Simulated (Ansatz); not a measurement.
## VSi: pressure against volume per atom

Periodic Kohn-Sham DFT of a crystal at fixed atoms; pressure and stress are positive in compression; the energy is the free energy less that of spherical unpolarised free atoms; site moments are those in the method's own spheres, positive along +z. The results are calculated, by Ansatz 0.2.0.

Cell of the first row (space group Fm-3m, No. 225):
```
CELL_PARAMETERS angstrom
0.00000 2.41060 2.41060
2.41060 0.00000 2.41060
2.41060 2.41060 0.00000
ATOMIC_POSITIONS crystal
V 0.00000 0.00000 0.00000
Si 0.50000 0.50000 0.50000
```

Settings of every row: method frozen-core PAW; functional PBE; relativity scalar; k mesh 13x13x13; filling fermi-dirac; smearing width 0.03 eV; wave cutoff 420 eV; paw set soft_2.

Atom:
| element | start moment (bohr magneton) |
| --- | --- |
| V | 1.5 |
| Si | 0 |

Limits: the cell comes from a prototype or a list of computed structures and needn't be the stable phase.

| row | volume per atom (Å³) | pressure (GPa) |
| --- | --- | --- |
| 1 | 14.009 | 6.151 |
| 2 | 14.3 | 2.932 |
| 3 | 14.592 | ? |
| 4 | 14.884 | -2.629 |
| 5 | 15.176 | -5.025 |

Cell moment is 0 bohr magneton in every row.

Question: what pressure should row 3 give?

Worked fit of pressure. Take u = (V_r/V)^(2/3) − 1 with V_r = 14.592 Å³ an atom, which is twice the finite (Eulerian) strain; such expansions in the strain, on which the Birch-Murnaghan equation of state is built, carry the rest volume and the bulk modulus. The shown rows have u = 0.02756, 0.01357, -0.01312, -0.02582. Least squares give pressure = 0.0121 + 208.396 × u + 518.4 × u² GPa; a straight line predicts inner rows, each left out in turn, worse (root mean square 0.21 against 0.0092 GPa). The rows lie off it by 0.002, -0.003, 0.004, -0.002. The pressure vanishes at u = -0.0001, or V = 14.59 Å³ an atom, and there the bulk modulus at fixed shape and fractions is B = −V dP/dV = (2/3)(1 + u) dP/du = 139 GPa. The withheld row has u = 0, so the fit gives 0.0121 + 208.396 × (0) + 518.4 × (0)² = 0.012 GPa.

The calculation gave 0.015 GPa. The fit lies 0.003 GPa (20 % of the value, 0.027 % of the column's range) below it; its largest miss of a shown row is 0.004 GPa.
